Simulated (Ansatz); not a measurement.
# Breaking a bond in PH2 (SMILES [PH2])

PH2: 3 atoms, total charge 0, spin state doublet. As SMILES, `[PH2]`. The coordinates come from a GFN2-xTB relaxation.

```jsonl
{"atom": "P", "x (Å)": "0.5145", "y (Å)": "-0.3028", "z (Å)": "0.2527"}
{"atom": "H", "x (Å)": "0.1115", "y (Å)": "1.0274", "z (Å)": "0.1724"}
{"atom": "H", "x (Å)": "-0.6260", "y (Å)": "-0.7246", "z (Å)": "-0.4251"}
```

The P1–H3 distance is scanned; the parts on either side stay rigid. Basis 6-31G(d), 5 core orbitals frozen in the correlated methods; program Ansatz 0.2.0. FCI is exact within this basis and core. Energies in eV from each method's value at 1.392 Å; open shells run as named. The shape above is that at 1.392 Å.

```csv
distance (Å),UPBE,UB3LYP,UCCSD(T),UBCCD(T),FCI
1.392,0.00,0.00,0.00,0.00,0.00
1.740,0.52,0.59,0.57,0.57,0.56
2.088,1.60,1.73,1.57,1.55,1.54
2.784,3.05,3.10,2.73,2.72,2.65
3.480,3.32,3.38,2.89,2.89,2.88
```

Departure from the FCI curve at its largest: UPBE +0.44 eV at 3.48 Å; UB3LYP +0.50 eV at 3.48 Å; UCCSD(T) +0.08 eV at 2.78 Å; UBCCD(T) +0.08 eV at 2.78 Å. For the functionals part of the departure is owed to the small basis.

Stretching one P–H bond costs 2.88 eV at the longest distance on the FCI curve, which climbs steeply at first and then flattens as the σ pair uncouples. The separating fragments are a hydrogen atom and PH, whose triplet ground state has two unpaired electrons in phosphorus 3p π orbitals; together they can still couple to the overall doublet.

Both coupled-cluster curves stay close to FCI, with their largest error at 2.784 Å rather than at the end of the scan, probably because the unrestricted reference mixes doublet and quartet character while the two are still split in energy. Farther out these states become degenerate, and the mixing costs little. Brueckner orbitals barely change the error at 2.784 Å, so the choice of orbitals does not appear to be the main limitation there. UPBE starts slightly below FCI at 1.740 Å and ends well above it, so its good agreement at short range says little about the bond energy. Since every curve is still rising at the last point, the scan does not fix the dissociation limit.
